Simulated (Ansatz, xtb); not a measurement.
## C4H5ClGe: which of two isomers lies lower

We compare I, `[Cl][GeH]1[CH]=CC=[CH]1`, a singlet, with II, `ClC1=[CH][GeH2][CH]=C1`, a singlet. Both are isolated molecules in the gas phase, relaxed with r2SCAN-D4/def2-SVP.

Quicker runs give these differences E(II) − E(I): GFN2-xTB +109.4 kJ/mol; HF/STO-3G +132.8 kJ/mol (at GFN2-xTB geometries); r2SCAN-D4/def2-SVP//GFN2-xTB +116.9 kJ/mol.

Q: Estimate E(II) − E(I) at the level CCSD(T)/def2-SVP + ΔMP2/def2-TZVPP.

A: Calculated at CCSD(T)/def2-SVP + ΔMP2/def2-TZVPP: E(II) − E(I) = +123.0 kJ/mol, so structure I lies lower.

How the difference moves with the method:

```
                             level            geometry  E(II) − E(I) (kJ/mol)  departure from the last row (kJ/mol)  job, with rough time for the two
                          GFN2-xTB            GFN2-xTB                  +109.4                                 −13.6              optimisation, 0.15 s
                         HF/STO-3G            GFN2-xTB                  +132.8                                  +9.8              single point, 0.48 s
      r2SCAN-D4/def2-SVP//GFN2-xTB            GFN2-xTB                  +116.9                                  −6.2               single point, 3.8 s
                r2SCAN-D4/def2-SVP  r2SCAN-D4/def2-SVP                  +119.6                                  −3.5                optimisation, 25 s
                       HF/def2-SVP  r2SCAN-D4/def2-SVP                  +147.2                                 +24.1           part of the CCSD(T) run
                      MP2/def2-SVP  r2SCAN-D4/def2-SVP                  +121.0                                  −2.0           part of the CCSD(T) run
                  CCSD(T)/def2-SVP  r2SCAN-D4/def2-SVP                  +121.4                                  −1.7                      single point
CCSD(T)/def2-SVP + ΔMP2/def2-TZVPP  r2SCAN-D4/def2-SVP                  +123.0                                                      single point, 48 s
```

As drawn, II has 1 C–Cl, 1 Ge–H in place of 1 Cl–Ge, 1 C–H.

None of the levels shown reverses the order. The largest departure from CCSD(T)/def2-SVP + ΔMP2/def2-TZVPP is that of HF/def2-SVP, 24.1 kJ/mol. The last row adds to CCSD(T) the change of the MP2 difference between the two basis sets, here +1.7 kJ/mol.

With thermal terms from frequencies at re-optimised GFN2-xTB minima (ideal gas, soft modes damped towards free rotors, one conformer each, 298.15 K, 1 atm): the zero-point term adds −7.2 kJ/mol; ΔH is +115.4 and ΔG +117.0 kJ/mol.

The correlated steps freeze 18 core orbitals; the filled d shell of Ge is correlated, in a basis made for valence electrons. Codes used: Ansatz 0.2.0, xtb 6.7.1; the last row on 4 threads of Arm Neoverse V1 on a shared host.

Both isomers are germoles with the same ring diene, so the large preference for I is mainly about where chlorine sits: on germanium, or on a ring carbon β to it. Moving it to carbon exchanges a Ge–Cl and a C–H bond for a C–Cl and a Ge–H bond. This is unfavourable because chlorine bonds more strongly to the more electropositive germanium, while hydrogen bonds more strongly to carbon. Conjugation of the chlorine lone pair with the diene in II probably recovers only a small part of the cost.

Hartree–Fock in the def2-SVP basis exaggerates the gap, so electron correlation favours II, but MP2 already captures nearly all of this effect. The closer HF/STO-3G value therefore suggests cancellation of basis-set and correlation errors. The zero-point term also favours II, as expected when a stiff C–H oscillator is replaced by a softer Ge–H one. The ordering does not establish I as the global minimum, nor does it address its persistence against Diels–Alder dimerisation, a familiar reaction of lightly substituted germoles.
